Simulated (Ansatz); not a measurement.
# Bi: pressure and energy change per atom as volume scale varies

Plane-wave DFT, scalar-relativistic PAW made under PBE with cores redone for the functional, no dispersion; the given relaxed cell is scaled uniformly, energy at zero smearing counts from the unscaled cell, pressure at the given Fermi-Dirac smearing is positive in compression. The results are calculated, by Ansatz 0.2.0.

The cell before it is scaled or strained (space group P6_3/mmc, No. 194):
```
cell vectors (Å)
   3.5057     0.0000     0.0000
  -1.7528     3.0360     0.0000
   0.0000     0.0000    11.7540
atoms (fractions of the cell vectors)
Bi  0.00000  1.00000  0.00000
Bi  0.00000  1.00000  0.50000
Bi  0.33333  0.66667  0.25000
Bi  0.66667  0.33333  0.75000
```

Settings of every row: spin polarised no; functional r2SCAN; wave cutoff 500 eV; smearing width 0.1 eV; k mesh 12x12x3.

Atom starting moment: 0 on all atoms.

Limits: no spin-orbit coupling, which can matter with elements this heavy; the cell comes from a prototype or a list of computed structures and needn't be the stable phase.

```csv
row,volume scale,V (Å³/atom),pressure (GPa),energy change per atom (meV)
1,0.88,27.522,?,?
2,0.92,28.773,5.41,36.75
3,0.96,30.024,2.32,7.69
4,1.04,32.526,-2.1,9.38
5,1.08,33.777,-3.67,32.48
6,1.12,35.028,-4.92,66.57
```

Question: what pressure and energy change per atom should row 1 give?

Worked fit of pressure. Take u = (V_r/V)^(2/3) − 1 with V_r = 32.526 Å³ an atom, which is twice the finite (Eulerian) strain; such expansions in the strain, on which the Birch-Murnaghan equation of state is built, carry the rest volume and the bulk modulus. The shown rows have u = 0.08517, 0.05481, 0, -0.02485, -0.0482. Least squares give pressure = −2.111 + 68.916 × u + 225.79 × u² GPa; a straight line predicts inner rows, each left out in turn, worse (root mean square 0.45 against 0.032 GPa). The rows lie off it by 0.01, -0.02, 0.01, 0.01, -0.01. The withheld row has u = 0.11781, so the fit gives −2.111 + 68.916 × (0.11781) + 225.79 × (0.11781)² = 9.14 GPa.

The calculation gave 9.32 GPa. The fit lies 0.18 GPa (1.9 % of the value, 1.3 % of the column's range) below it; its largest miss of a shown row is 0.02 GPa. This row lies beyond the range of the fit.

Worked fit of energy change per atom. Take u = (V_r/V)^(2/3) − 1 with V_r = 32.526 Å³ an atom, which is twice the finite (Eulerian) strain; such expansions in the strain, on which the Birch-Murnaghan equation of state is built, carry the rest volume and the bulk modulus. The shown rows have u = 0.08517, 0.05481, 0, -0.02485, -0.0482. Least squares give energy change per atom = 9.268 − 645.204 × u + 11342.94 × u² meV; a straight line predicts inner rows, each left out in turn, worse (root mean square 22 against 0.37 meV). The rows lie off it by 0.15, -0.29, 0.11, 0.17, -0.15 (root mean square 0.18 meV). The withheld row has u = 0.11781, so the fit gives 9.268 − 645.204 × (0.11781) + 11342.94 × (0.11781)² = 90.69 meV.

The calculation gave 92.9 meV. The fit lies 2.21 meV (2.4 % of the value, 2.6 % of the column's range) below it; its largest miss of a shown row is 0.29 meV. This row lies beyond the range of the fit.
